An electron lifted into an orbital close to the one it left should couple well to light, and an electron sent further along the molecule should couple poorly. On this view the bright states are the local ones, in which the electron and the hole it leaves behind overlap strongly. The open chain H₂B–CH₂–CH₂–AlH₂ puts the idea to a hard test. It has an empty p orbital at each end, one on boron and one on aluminium, and either can receive an electron from the σ bonds.

Vertical singlet excitations of H₂B–CH₂–CH₂–AlH₂ (neutral, closed-shell, gas phase), computed with PySCF 2.14.0 at the TDA-wB97X-D/aug-cc-pVDZ level with density fitting and a frozen core, on a GFN2-xTB geometry. The last two columns name the orbital pair with the largest weight in each state.

| row | singlet state | singlet energy (eV) | singlet oscillator strength | singlet exciton size (Å) | singlet orbital overlap lambda | singlet main from | singlet main to |
| --- | --- | --- | --- | --- | --- | --- | --- |
| 1 | 1 | 4.650 | 0.000 | 3.090 | 0.330 | HOMO | LUMO |
| 2 | 2 | 5.540 | 0.000 | 2.640 | 0.430 | HOMO-1 | LUMO |
| 3 | 3 | 5.580 | 0.220 | 3.050 | 0.370 | HOMO | LUMO+1 |
| 4 | 4 | 6.560 | 0.001 | 2.440 | 0.300 | HOMO-2 | LUMO+1 |
| 5 | 5 | 6.690 | 0.003 | 4.010 | 0.220 | HOMO | LUMO+3 |
| 6 | 6 | 7.220 | 0.006 | 4.830 | 0.280 | HOMO | LUMO+4 |

The oscillator strength $f$ measures how strongly a state absorbs, and row 3 holds 96 % of the sum over these six states. The orbital overlap $\lambda$ measures how far the starting and receiving orbitals occupy the same space. Its largest value belongs to row 2, which is almost dark. If $f$ followed the excitation energy times $\lambda^2$, with the constant set by row 3, row 2 would have a strength of 0.30, roughly 2800 times what the calculation gives.

Rows 1 and 3 make the failure plainer. Both start mainly from the HOMO, and their exciton sizes, the typical distances between electron and hole, are 3.09 and 3.05 Å. Their squared overlaps differ by only a quarter, yet their strengths differ by a factor of more than ten thousand. Whatever separates them is something that neither overlap nor distance registers.

A second explanation is that the receiving atom decides. The electron goes mainly to aluminium in row 1 and mainly to boron in row 3, so perhaps boron is simply the better partner. Row 4 rules this out as a sufficient cause. There the electron leaves the B–H bonds for the same empty boron orbital, and the transition is still about 340 times weaker than row 3.

What remains is the orientation of the orbitals. The chain B–C–C–Al lies nearly in one plane, which acts as a mirror for the whole molecule. The empty p orbital of boron lies in this plane, roughly parallel to the C–C bond, while that of aluminium stands upright on it. The HOMO consists of σ bonds along the chain and is symmetric about the mirror. It can therefore mix with the boron orbital but not with the aluminium one, whose two lobes, above and below the plane, have opposite signs.

Light acts on the transition dipole, which can be pictured as the sloshing of charge while the two orbitals are superposed. If both have the same mirror symmetry, charge can slosh within the plane, along the chain or across it. If their symmetries differ, the contributions above and below the plane cancel in all these directions, and only a dipole perpendicular to the plane is left. The overlap $\lambda$ is built from absolute values of the orbitals, so it cannot see this cancellation.

The calculated dipoles fall into just these two classes. In rows 1, 2 and 4 at least 90 % of the squared dipole points out of the plane; in rows 3, 5 and 6 the share is below 0.01 %. Symmetry permits the out-of-plane transitions, so their weakness needs a further reason. For rows 2 and 4 theory offers a partial one: some of the change takes place between p orbitals at right angles on a single atom, and such a pair gives a pattern of four lobes with no net dipole. Why the out-of-plane dipole of row 1 is smaller still is left open.

The strength of row 3 can be estimated from the mixing of two orbitals, a σ orbital centred on the C–C bond and the boron p orbital. Let the starting orbital contain a share $w$ of the boron p orbital, and let the receiving orbital be the opposite combination. If the overlap of the two parts and the direct transition dipole between them are neglected, the dipole between the combinations is $\sqrt{w(1-w)}$ times the distance $R$ between their centres. The two spins of a singlet excitation add a factor $\sqrt{2}$:

$$\mu \approx \sqrt{2w(1-w)}\,R .$$

The boron atom carries a share of 0.19 of the hole in row 3, which serves as a rough upper guide to $w$, because it also includes boron's part in the B–C bond. The distance from the middle of the C–C bond to boron is 1.79 Å, or 3.38 atomic units. The estimate is then

$$\mu \approx \sqrt{2\times0.19\times0.81}\times3.38 \approx 1.9$$

in atomic units, against a calculated 1.27.

The estimate is thus about half as large again as the calculated dipole, and since strength goes as the square of the dipole, it would make row 3 about twice too bright. Part of the error may lie in the receiving orbital: the model places 0.81 of the electron on boron, the calculation only 0.48. The Tamm-Dancoff dipole is itself approximate. No constant was fitted to the dipole, but $w$ is rough and comes from the same calculation, so the estimate supports the size of the effect and no finer detail. For the aluminium orbital, symmetry sets $w$ to zero, and the in-plane dipole vanishes with it.

This borrowing of σ electrons by an empty neighbouring orbital is known as hyperconjugation. It offers a reason why a transition that moves charge along the chain can be the bright one. The share of boron orbital already present in the HOMO gives the transition a foothold at both ends of its path. Row 1 also moves charge along the chain, but without such a foothold the transition dipole in that direction is close to zero, even though the permanent dipole of the molecule changes.

Symmetry alone does not make a state bright, as rows 5 and 6 show. Their dipoles lie in the plane, yet row 6 is about 39 times weaker than row 3. In both rows the electron enters a diffuse orbital, with a spread of 3.7 and 4.4 Å against at most 2.4 Å in the first four rows. Such an orbital usually has little amplitude where the hole sits, which favours weak absorption. That is probably not the whole reason: about a fifth of row 6 is the orbital pair that leads row 3, yet the dipole of row 6 points across the chain and has almost no part along it. The contribution of that pair is therefore probably cancelled by those of others. The orbital pair named in the table makes up less than half of either state, so it is only a label. The basis set is thin in this outer region, so the exact strengths of these two rows deserve less trust.

Here the overlap idea recovers some of its value. Among the three in-plane transitions, $\lambda$ and $f$ fall in the same order, from row 3 through row 6 to row 5. The squared overlap still drops by a factor of only 1.7 between rows 3 and 6, far less than the strength. Among the out-of-plane transitions even the order fails: row 4 has the smallest overlap and the largest strength. Overlap is therefore at best a rough guide among the in-plane transitions, and it misleads across the two classes, as the dark row 2 shows.

In this molecule two questions single out the bright state: whether the starting and receiving orbitals behave alike under the mirror, and whether the receiving orbital is compact. The answers belong to the orbitals and not to the number of the state: rows 2 and 3 are only 0.04 eV apart, too close for this level of theory to settle their order. They also belong to this shape, which comes from a simpler method than the excitations. Its angles at the carbon atoms are narrow and were not checked by a better optimisation, and they may affect how strongly the σ bonds mix with the boron orbital. A partial twist of either end group would remove the mirror and blur the division. The printed output after the text gives the dipoles, their directions and the test of the overlap rule.

The analysis program printed:

```
Dipoles and the overlap rule:
  row  dipole au  out-of-plane share %  f from dipole  f by overlap rule
    1    0.01065                 90.02      1.292e-05             0.1459
    2    0.02809                 99.25      0.0001071             0.2952
    3      1.269             0.0006491         0.2201             0.2201
    4    0.06302                 99.62      0.0006382             0.1701
    5     0.1288             6.097e-05       0.002717            0.09331
    6     0.1789              0.005659       0.005663             0.1631
Hole and electron:
  row  hole-electron distance A  electron size A
    1                     1.182            2.045
    2                       0.4            2.018
    3                     0.897            2.445
    4                     0.242            1.946
    5                     0.191            3.696
    6                     1.272            4.393
Share of row 3 in the summed oscillator strength (%): 96.01
Rank correlation of strength and overlap over six rows: -0.2571
Strength of row 3 over row 1: 17041
Squared overlap of row 3 over row 1: 1.257
Overlap rule over calculated strength in row 2: 2757
Strength of row 3 over row 4 (both to boron): 344.9
Strength of row 3 over row 6 (both in-plane): 38.87
Squared overlap of row 3 over row 6: 1.746
Energy of row 3 less row 2 (eV): 0.04
Distance from C-C midpoint to boron (angstrom): 1.787
Two-orbital dipole of row 3 with HOMO share (au): 1.563
Two-orbital dipole of row 3 with hole share (au): 1.874
```
